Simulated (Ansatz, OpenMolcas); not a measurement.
A ladder of methods for CH4BFO2 (SMILES COB(O)F)

CH4BFO2 has 9 atoms, charge 0, and is taken as a singlet. SMILES: `COB(O)F`. Geometry: relaxed at PBE0-D4/def2-TZVP. This is one conformer, not always the lowest.

```xyz
9

C    -0.6493    0.4913   -1.0859
O    -0.4870    0.6896    0.3046
B     0.3204   -0.0851    1.0495
O     1.0404   -1.1143    0.5247
F     0.4015    0.1877    2.3553
H    -1.7015    0.2852   -1.2914
H    -0.0407   -0.3377   -1.4512
H    -0.3631    1.4070   -1.6066
H     1.5677   -1.5701    1.1840
```

Quantity: the energy change with the B3–F5 bond stretched from 1.336 to 2.406 Å, in eV. The values are calculated.

```
                       level                    kind     program  value (eV)
    HF/def2-SVP (restricted)            Hartree–Fock      Ansatz        5.76
 SVWN5/def2-SVP (restricted)                     LDA  OpenMolcas        5.06
revPBE/def2-SVP (restricted)                     GGA  OpenMolcas        4.43
  TPSS/def2-SVP (restricted)                meta-GGA  OpenMolcas        4.67
r2SCAN/def2-SVP (restricted)                meta-GGA  OpenMolcas        4.91
 HSE06/def2-SVP (restricted)  range-separated hybrid      Ansatz        5.10
 wB97X/def2-SVP (restricted)  range-separated hybrid      Ansatz        5.14
  CCSD/def2-SVP (restricted)   coupled cluster or CI      Ansatz        5.23
```

The first shape isn't each level's own minimum. The values span 4.43 to 5.76 eV.

Stretching the B–F bond is costly at every level, as expected for one of the strongest single bonds to boron. The strongly polar σ bond is reinforced by donation from a fluorine lone pair into the formally empty boron p orbital, and elongation weakens both the electrostatic attraction and this π overlap. The two oxygen neighbours also donate into that orbital and can partly compensate for the lost fluorine donation.

Hartree–Fock lies above CCSD and every density functional below it, with wB97X closest at 5.14 against 5.23 eV. The spread probably reflects how each method treats the left-right correlation that grows as the electron pair is pulled apart. The functionals don't improve steadily with sophistication: SVWN5 breaks the order by lying above revPBE and both meta-GGAs, so its closeness to the hybrids is no sign of a better description of the bond. The energies describe a partly stretched bond, not separated fragments, and therefore don't give a dissociation energy or establish whether cleavage would be homolytic or ionic.
